To say how far an atomic level moves when the nuclear charge changes and the electrons stay, one has to choose between a second self-consistent calculation and one of two shortcuts. The first shortcut takes $-\langle 1/r\rangle$ of the orbital from a single calculation, and the second takes the spacing of the level between neighbouring elements. In these Dirac-Hartree-Fock results the first overshoots the computed slope by a factor of 2.03 to 2.36 for $3d_{5/2}$ and 1.46 to 2.17 for $4s$. The second falls short of it at every one-charge step. The frozen-orbital reasoning behind the first shortcut is exact for the total energy, which is why its failure for a level is easy to overlook.

Spherical neutral atoms from Ge to Te, computed with B-spline radial code 1 at the basis-set limit: Dirac-Coulomb Hartree-Fock, averaged over the configuration of nl shells, with a Fermi nucleus (skin thickness 2.3 fm) and no Breit or QED terms. Slopes are forward differences over 0.1 of a proton charge, with the electron configuration and nuclear radius held fixed.

```tsv
species	Z	configuration	ε(3d5/2) (eV)	ε(4s1/2) (eV)	dε(3d5/2)/dZ (eV)	dε(4s1/2)/dZ (eV)	<1/r>(3d5/2) (1/bohr)	<1/r>(4s1/2) (1/bohr)	dE/dZ (eV)	V_ne/Z (eV)
Ge	32	[Ar] 3d10 4s2 4p2	-43.3908	-15.5231	-20.56	-11.05	1.7829	0.59145	-4316.8	-4307.7
As	33	[Ar] 3d10 4s2 4p3	-56.3402	-19.3965	-22.45	-11.95	1.9074	0.65243	-4509.5	-4500.3
Se	34	[Ar] 3d10 4s2 4p4	-70.3341	-23.4773	-24.29	-12.84	2.0290	0.71082	-4705.2	-4695.9
Br	35	[Ar] 3d10 4s2 4p5	-85.3614	-27.7821	-26.09	-13.72	2.1483	0.76749	-4903.9	-4894.4
Kr	36	[Ar] 3d10 4s2 4p6	-101.411	-32.3202	-27.86	-14.60	2.2658	0.82299	-5105.7	-5096.1
Rb	37	[Kr] 5s1	-125.603	-42.6207	-29.67	-14.99	2.3830	0.89732	-5303.3	-5293.6
Sr	38	[Kr] 5s2	-151.245	-53.0319	-31.96	-15.98	2.4994	0.97165	-5503.5	-5493.7
Zr	40	[Kr] 4d2 5s2	-200.262	-68.3767	-34.09	-16.23	2.7305	1.0984	-5917.6	-5907.5
Nb	41	[Kr] 4d4 5s1	-222.674	-72.7494	-33.93	-15.43	2.8449	1.1512	-6132.5	-6122.2
Mo	42	[Kr] 4d5 5s1	-248.522	-79.7279	-35.53	-16.18	2.9584	1.2093	-6348.3	-6337.9
Tc	43	[Kr] 4d5 5s2	-279.036	-90.3998	-38.43	-17.98	3.0711	1.2739	-6563.8	-6553.3
Ru	44	[Kr] 4d7 5s1	-302.915	-93.9570	-38.62	-17.59	3.1836	1.3230	-6789.6	-6778.9
Rh	45	[Kr] 4d8 5s1	-331.491	-101.258	-40.13	-18.28	3.2954	1.3791	-7015.2	-7004.3
Pd	46	[Kr] 4d10	-356.755	-104.555	-40.36	-17.94	3.4082	1.4297	-7248.0	-7237.0
Ag	47	[Kr] 4d10 5s1	-391.446	-116.317	-43.10	-19.63	3.5193	1.4903	-7476.3	-7465.2
Cd	48	[Kr] 4d10 5s2	-428.260	-129.170	-45.64	-21.11	3.6302	1.5536	-7706.9	-7695.7
In	49	[Kr] 4d10 5s2 5p1	-468.609	-144.461	-47.75	-22.11	3.7409	1.6172	-7938.3	-7927.0
Sn	50	[Kr] 4d10 5s2 5p2	-510.534	-160.234	-50.07	-23.34	3.8515	1.6821	-8172.5	-8161.1
Sb	51	[Kr] 4d10 5s2 5p3	-554.127	-176.597	-52.38	-24.56	3.9621	1.7480	-8409.6	-8398.0
Te	52	[Kr] 4d10 5s2 5p4	-599.391	-193.572	-54.64	-25.77	4.0726	1.8146	-8649.5	-8637.8
```

Here $\varepsilon$ is an orbital energy, and $d\varepsilon/dZ$ is its shift when the nuclear charge $Z$ is raised by $h=0.1$ at fixed configuration, divided by $h$. The column $\langle 1/r\rangle$ is the mean inverse distance of the orbital from the nucleus. The column $dE/dZ$ is the same kind of slope for the total energy $E$, and $V_{ne}/Z$ is the electron-nucleus energy per proton. The second calculation behind each row is a slightly positive ion with the same electrons and the same nuclear radius. Krypton, niobium and cadmium are followed most closely below.

## Ge to Kr: exact for the total, wrong for a level

The simplest limit is an atom with one electron. The only term of its Hamiltonian that depends on $Z$ is $-Z/r$, and the Hellmann-Feynman theorem gives $d\varepsilon/dZ=-\langle 1/r\rangle$, which will be called the bare slope. For many electrons the theorem survives for $E$, because the Hartree-Fock energy is stationary in the orbitals and their change drops out in first order, leaving $dE/dZ=V_{ne}/Z$. In Kr the two columns read $-5105.7$ and $-5096.1$ eV.

The gap of 9.6 eV comes from the finite step, which adds $(h/2)E''$ with $E''=d(V_{ne}/Z)/dZ$. The two Kr calculations show that the electrons' potential at the nucleus, $-V_{ne}/Z$, rises by 192 eV per proton, and $0.05\times192$ reproduces the gap. Averaging $V_{ne}/Z$ over both charges matches $dE/dZ$ in all rows, the worst residual of 0.057 eV (Rh) lying within the rounding of the table. The agreement follows whenever the energy is stationary in everything that adjusts to $Z$, so it checks the numerics and says nothing about how good Hartree-Fock is.

A level is a different object. It is an eigenvalue of the Fock operator, which holds the Coulomb and exchange field $G$ of the electrons besides $-Z/r$, and $G$ is built from orbitals that contract when $Z$ rises. The theorem applied to this operator gives
$$\frac{d\varepsilon_i}{dZ}=-\langle 1/r\rangle_i+R_i,\qquad R_i=\Big\langle i\Big|\frac{dG}{dZ}\Big|i\Big\rangle .$$
The response $R_i$ is of first order in the contraction. All values of $R$ quoted here are the computed slope minus the bare slope, so they measure the failure and predict nothing; no parameter is fitted anywhere.

For Kr the estimate runs as follows. The bare $3d_{5/2}$ slope is $-27.211\times2.2658=-61.66$ eV per proton, the first factor being the hartree in eV. The computed slope is $-27.86$ eV, so more than half of the extra nuclear pull is cancelled by the extra repulsion of the contracted cloud. Kr is a closed-shell atom, so this failure owes nothing to averaging over a configuration.

A sum rule ties the responses to a quantity of the whole atom. Orbital energies count each repulsion twice, so $\sum_i n_i\varepsilon_i=E+V_{ee}$, with occupations $n_i$ and electron-electron energy $V_{ee}$; both sides come to $-1700.723$ hartree in Kr. The bare slopes add up to $V_{ne}/Z$, apart from a tiny finite-nucleus term, and so account for $dE/dZ$ in full. What remains is $\sum_i n_iR_i=dV_{ee}/dZ$, which the two Kr calculations put at 1562 eV, or 43.4 eV per electron. A bare slope for every level would therefore require a contraction that leaves the repulsion unchanged.

How $R$ is shared among levels follows from Gauss's law, if exchange is set aside. Let $\delta Q(r)$ be the extra electron charge inside radius $r$ per added proton, which vanishes at infinity and is taken to be nowhere negative. The repulsive potential then rises by $\delta\phi(r)=\int_r^\infty \delta Q(r')\,r'^{-2}\,dr'$, which is largest at the nucleus and zero outside all charge. An orbital in the outer limit would keep its bare slope, and an inner one feels the contraction of everything around and beyond it. In Kr the potential rises by 192 eV at the nucleus, while the full response, exchange included, is 33.80 eV for $3d_{5/2}$ and 7.79 eV for $4s$. The order of the two levels is the same in every row.

The valence $4s$ shell of this stretch is the nearest the table comes to the outer limit, and it is still some way off. It keeps 68.7% of its bare slope in Ge and 65.2% in Kr, the share falling at each step as $4p$ fills around it. The buried $3d_{5/2}$ level keeps only 42.4% in Ge and 45.2% in Kr. Of these two levels the shallow one thus makes the shortcut less bad, and even there about a third of the bare value has to be taken off.

The second shortcut fails for another reason, which is that the next element brings an electron along with the proton. From Ge to As the $3d_{5/2}$ level drops by 12.95 eV, while the slope of Ge is $-20.56$ eV. In the limit of an added electron wholly outside both shells, its potential is constant inside and lifts both levels equally. The shortfalls for this step, 7.61 eV for $3d_{5/2}$ and 7.18 eV for $4s$, are nearly equal, but this does not show that the limit is reached, since $4p$ overlaps $4s$ strongly. They also contain the relaxation of the other electrons and the curvature of the level over a whole charge, which these numbers do not separate from the repulsion.

## Rb and Sr: 4s goes under

At Rb a new shell opens outside, and the share of the bare slope that $4s$ keeps drops from 65.2% to 61.4%. Rb and Sr are the only rows in which the $4s$ response grows by more than the $3d_{5/2}$ response, in Rb by 1.63 against 1.38 eV. Each such step mixes two changes, one more proton and one more electron. It cannot be read as the contribution of the new electron alone.

The $\langle 1/r\rangle$ column points to the proton as a large part of the story. A distant $5s$ electron screens the added proton poorly, and $\langle 1/r\rangle$ of $4s$ climbs from 0.823 to 0.897 per bohr, a larger step than the one from 0.767 in Br. By the Gauss argument an orbital that has moved inwards samples a larger $\delta\phi$, which is a reasoned cause and not a separately computed one. At Sr a caution enters, since $5s$ closes over the closed $4s$, the two may then be rotated into each other at no cost in energy, and single-orbital values can jump by convention.

## Zr to Pd: the slope goes backwards

Nb is where the bare slope fails even in direction. From Zr to Nb the bare $3d_{5/2}$ slope grows in size from 74.30 to 77.41 eV, as it grows in every row of the table. The computed slope shrinks in size from 34.09 to 33.93 eV, because the response has grown slightly more than the bare term. The $4s$ slope shrinks at Nb too, and again at Ru and Pd, so a steadily rising $\langle 1/r\rangle$ beside a slope that turns back is the plainest sign of the failure.

The configuration column explains where the kinks fall. At Nb, Ru and Pd the $4d$ shell gains two electrons and $5s$ loses one, and the $3d_{5/2}$ response rises by 3.27, 2.87 and 2.84 eV, the three largest one-charge steps of the table. At Tc, where only $5s$ gains, it rises by 0.17 eV. The rows of this stretch are atoms in different kinds of configuration, and their slopes do not form one trend.

Sorting the rows by $5s$ occupation removes the kinks. Nb, Mo, Ru, Rh and Ag all have one $5s$ electron, and each added proton comes with a $4d$ electron. The $3d_{5/2}$ response rises by 1.49 eV from Nb to Mo and by 1.53 eV from Ru to Rh. Across the two-charge intervals Mo to Ru and Rh to Ag it rises by about 1.5 and 1.6 eV per element. The $4s$ response behaves alike at about half that rate, and these five rows share one rotation convention for $4s$. Rb also has one $5s$ electron but does not fit this steady rate: from Rb to Nb, where four protons and four $4d$ electrons are added, the response rises by about 2.1 eV per element for $3d_{5/2}$ and 1.6 eV for $4s$. The regularity therefore holds from Nb on and not for the start of the $4d$ filling.

Theory says why the position of an electron matters so much. A shell that contracts produces $\delta Q$ near its own radius, and the weight $r'^{-2}$ in the integral makes an inner shell count for far more than an outer one. In Tc the same calculation gives $\langle 1/r\rangle$ of about 0.80 per bohr for $4d$ and 0.36 for $5s$. Moving an electron from $5s$ to $4d$ should then raise the response of both inner levels and flatten their slopes, as the table shows. The shell-by-shell parts of $R$ are argued here and not read from a column.

Two features of the settings bite in this stretch. Open shells are averages over the configuration, for which the eigenvalue argument holds only up to coupling terms between shells of the same symmetry, and the slopes belong to no particular term. At Pd the $4d$ shell closes over $3d$, so the rotation convention could touch the $3d_{5/2}$ step there. That step, 2.84 eV, is nearly that of Ru, 2.87 eV, where no such closure occurs, so no jump is visible. For $4s$ the convention may contribute to the reversals at Nb and Ru, where $5s$ goes from closed to open, but not to the one at Pd.

Measured in eV, the neighbour shortcut is at its worst in the same rows. Its shortfall for $3d_{5/2}$ is 14.87 eV on arriving at Pd, against 5.02 eV on arriving at Tc, since charge placed in $4d$ repels an inner electron more than charge placed in $5s$. A frozen $5s$ electron in Tc would lift an inner level by at most the hartree times its $\langle 1/r\rangle$, nearly 10 eV, about twice the shortfall found. Exchange, the penetration of $5s$ into the core, relaxation of the other electrons and the curvature should all lower that figure, in proportions not resolved here. No single correction repairs the shortcut, because its error follows the shell being filled.

## Ag to Te: a deeper 3d level is no safer

Cd tests the thought that a tightly bound level might approach the one-electron limit. Its $3d_{5/2}$ level lies at $-428.260$ eV, about four times as deep as in Kr, yet the computed slope of $-45.64$ eV is 46.2% of the bare one, hardly more than in Kr. From Kr to Cd the extra depth of $3d$ comes with more electrons outside it, whose contraction the level feels too. The innermost shell of an atom is another matter. In Kr the bare slope of $1s$ is more than five times the 192 eV by which the electrons' potential rises at the nucleus, so the response should take off less than a fifth of it.

Cd also allows the step size to be checked for the levels. Evaluating $\langle 1/r\rangle$ at mid-step, from the orbitals at both charges, moves the bare $3d_{5/2}$ slope by 0.15 eV against a response of 53.14 eV, and the bare $4s$ slope by 0.09 eV against 21.17 eV. The finite step explained the whole gap for the total energy. For these two levels, correcting for it changes the gap by well under a hundredth, and in the direction that widens it. This check rests on the Cd row alone.

Adding a $5s$ electron at Ag and Cd raises the $3d_{5/2}$ response by only 0.28 and 0.48 eV, in line with Tc and with the limit of a distant electron. Rb and Sr, with 1.38 and 0.88 eV for the same change of configuration, show that a small step is no general property of $5s$. One possibility, untested here, is that a loosely bound $4d$ shell responds strongly to the nucleus and stiffens once a poorly screened proton pulls it in, which would offset the other gains in the later rows.

From In to Te the $5p$ shell fills, and the $3d_{5/2}$ response grows by 0.69 to 0.90 eV per element, well below the steps for $4p$ or $4d$. The bare slope grows several times faster, so the share kept recovers at each step, to 49.3% for $3d_{5/2}$ and 52.2% for $4s$ in Te. From Nb on, the rule is to ask where the new charge sits: an electron added to $4d$ lets both slopes steepen less than one added to $5s$ or $5p$, and in this table only steps that also move a $5s$ electron into $4d$ reverse either of them.

For the decision at the start, the total energy needs one calculation and a level needs two, at the same configuration. The slopes so obtained are those of Hartree-Fock eigenvalues without correlation, Breit or QED terms, and an eigenvalue omits the relaxation that follows actual ionisation. All electrons stay in place in both calculations, so the equivalent-core picture of a core hole is not put to the test by them.
